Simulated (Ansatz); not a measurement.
# A series in volume scale on MgAu

Results calculated with Ansatz 0.2.0, not measured. Periodic Kohn-Sham DFT of a crystal at fixed atoms, scaled to volume_scale times the given cell; pressure positive in compression, energy less spherical unpolarised free atoms, largest_vzz the field gradient of largest size among the nuclei.

The cell before it is scaled or strained (space group Pm-3m, No. 221):
```
MgAu
1.0
      3.2590     0.0000     0.0000
      0.0000     3.2590     0.0000
      0.0000     0.0000     3.2590
Mg Au
1 1
Direct
  0.50000 0.50000 0.50000
  0.00000 0.00000 0.00000
```

Settings of every row: method all-electron LAPW; functional LDA; relativity scalar; k mesh 13x13x13; filling fermi-dirac; smearing width 0.05 eV; basis error target 0.25 meV/atom; nucleus gaussian.

Atom start moment: 0 on all atoms.

Limits: no spin-orbit coupling on heavy atoms.

| row | volume scale | V (Å³/atom) | pressure (GPa) | energy less free atoms (eV/atom) |
| --- | --- | --- | --- | --- |
| 1 | 0.94 | 16.269 | 2.647 | -3.7472 |
| 2 | 0.96 | 16.615 | 0.352 | -3.7504 |
| 3 | 0.98 | 16.961 | -1.684 | -3.7489 |
| 4 | 0.99 | 17.134 | -2.615 | -3.7465 |
| 5 | 1 | 17.307 | -3.492 | -3.7432 |
| 6 | 1.01 | 17.48 | -4.317 | -3.739 |
| 7 | 1.02 | 17.653 | -5.094 | -3.7339 |
| 8 | 1.04 | 17.999 | ? | ? |
| 9 | 1.06 | 18.345 | -7.765 | -3.7059 |

Question: what pressure and energy less free atoms should row 8 give?

Worked fit of pressure. Take u = (V_r/V)^(2/3) − 1 with V_r = 17.221 Å³ an atom, which is twice the finite (Eulerian) strain; such expansions in the strain, on which the Birch-Murnaghan equation of state is built, carry the rest volume and the bulk modulus. The shown rows have u = 0.03864, 0.02417, 0.01019, 0.00338, -0.00332, -0.0099, -0.01638, -0.04128. Least squares give pressure = −3.0625 + 130.86 × u + 424.22 × u² + 336 × u³ GPa; a parabola predicts inner rows, each left out in turn, worse (root mean square 0.0052 against 0.00093 GPa). The rows lie off it by 0.000, -0.001, 0.001, 0.000, 0.000, 0.000, 0.000, 0.000. The pressure vanishes at u = 0.0218, or V = 16.67 Å³ an atom, and there the bulk modulus at fixed shape and fractions is B = −V dP/dV = (2/3)(1 + u) dP/du = 102 GPa. The withheld row has u = -0.02903, so the fit gives −3.0625 + 130.86 × (-0.02903) + 424.22 × (-0.02903)² + 336 × (-0.02903)³ = -6.512 GPa.

The calculation gave -6.511 GPa. The fit lies 0.001 GPa (0.0096 % of the column's range) below it, one unit of the last digit.

Worked fit of energy less free atoms. Take u = (V_r/V)^(2/3) − 1 with V_r = 17.221 Å³ an atom, which is twice the finite (Eulerian) strain; such expansions in the strain, on which the Birch-Murnaghan equation of state is built, carry the rest volume and the bulk modulus. The shown rows have u = 0.03864, 0.02417, 0.01019, 0.00338, -0.00332, -0.0099, -0.01638, -0.04128. Least squares give energy less free atoms = −3.74498 − 0.4962 × u + 11.142 × u² + 5.5 × u³ eV/atom; a parabola predicts inner rows, each left out in turn, worse (root mean square 8.8e-05 against 2.7e-05 eV/atom). All shown rows lie on it to the printed digit. Its lowest point lies at u = 0.0219, or V = 16.67 Å³ an atom, and the curvature there gives the bulk modulus at fixed shape and fractions, B = (4/9)(1 + u)² E″(u)/V = 103 GPa. The withheld row has u = -0.02903, so the fit gives −3.74498 − 0.4962 × (-0.02903) + 11.142 × (-0.02903)² + 5.5 × (-0.02903)³ = -3.7213 eV/atom.

The calculation gave -3.7214 eV/atom. The fit lies 0.0001 eV/atom (0.22 % of the column's range) above it, one unit of the last digit.
